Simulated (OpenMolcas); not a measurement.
# BSiH5 (boranylsilane): the energy, rung by rung

The species is BSiH5 (7 atoms), meant as a singlet with charge 0. As SMILES, `B[SiH3]`. Geometry: relaxed at PBE0-D4/def2-TZVP.

```xyz
7

B    -0.0432   -1.1890    0.2043
Si    0.0891    0.7853   -0.1485
H    -1.1260   -1.6906    0.2901
H     0.9064   -1.9025    0.3354
H    -0.6160    1.0934   -1.4272
H    -0.6236    1.5167    0.9396
H     1.4745    1.3188   -0.2395
```

Each level gives the energy change with the Si2–H7 bond stretched from 1.487 to 1.711 Å (eV). The values are calculated.

```tsv
level	kind	program	value (eV)	less CCSD(T)/def2-TZVP	CPU time (all runs)
HF/def2-TZVP (unrestricted)	Hartree–Fock	OpenMolcas	0.38	+0.04	16 s
SVWN5/def2-TZVP (restricted)	LDA	OpenMolcas	0.29	-0.05	44 s
BLYP/def2-TZVP (restricted)	GGA	OpenMolcas	0.30	-0.04	69 s
PBE/def2-TZVP (restricted)	GGA	OpenMolcas	0.28	-0.06	69 s
TPSS/def2-TZVP (restricted)	meta-GGA	OpenMolcas	0.33	-0.01	82 s
M06-2X/def2-TZVP (restricted)	hybrid meta-GGA	OpenMolcas	0.36	+0.02	72 s
B2PLYP/def2-TZVP (restricted)	double hybrid	OpenMolcas	0.35	+0.01	47 s
MP2/def2-TZVP (restricted)	perturbation theory	OpenMolcas	0.37	+0.03	20 s
CCSD(T)/def2-TZVP (Cholesky decomposition) (restricted)	coupled cluster or CI	OpenMolcas	0.34	0.00	5.6 min
```

Differences are taken from CCSD(T)/def2-TZVP (Cholesky decomposition) (restricted) for orientation; it has basis-set and higher-order errors of its own. The first shape isn't each level's own minimum. The values span 0.28 to 0.38 eV. CPU times are rough (shared hosts, several kinds of processor): they show what a rung costs within a factor of a few.

Stretching this Si–H bond costs least with LDA and the GGAs and most with Hartree–Fock, with coupled cluster in between at 0.34 eV. Semilocal functionals typically favour slightly long Si–H bonds, so the extended geometry lies closer to their preferred length, which probably accounts for much of their lower cost. Hartree–Fock errs the other way because it lacks the left–right correlation that gains importance as the bonding pair is pulled apart. MP2 recovers only a little of this lowering, while TPSS and B2PLYP come closest to the coupled-cluster value. Gradient corrections bring no uniform improvement: BLYP lies slightly above LDA and PBE slightly below.

The stretched hydrogen lies essentially in the BH2 plane, so its bond has little overlap with boron's empty p orbital. The test therefore mainly probes an ordinary, weakly polar Si–H σ bond rather than hyperconjugation into boron. Close agreement at this one moderate stretch does not establish equally good force constants or dissociation energies, since errors in slope and curvature can cancel.
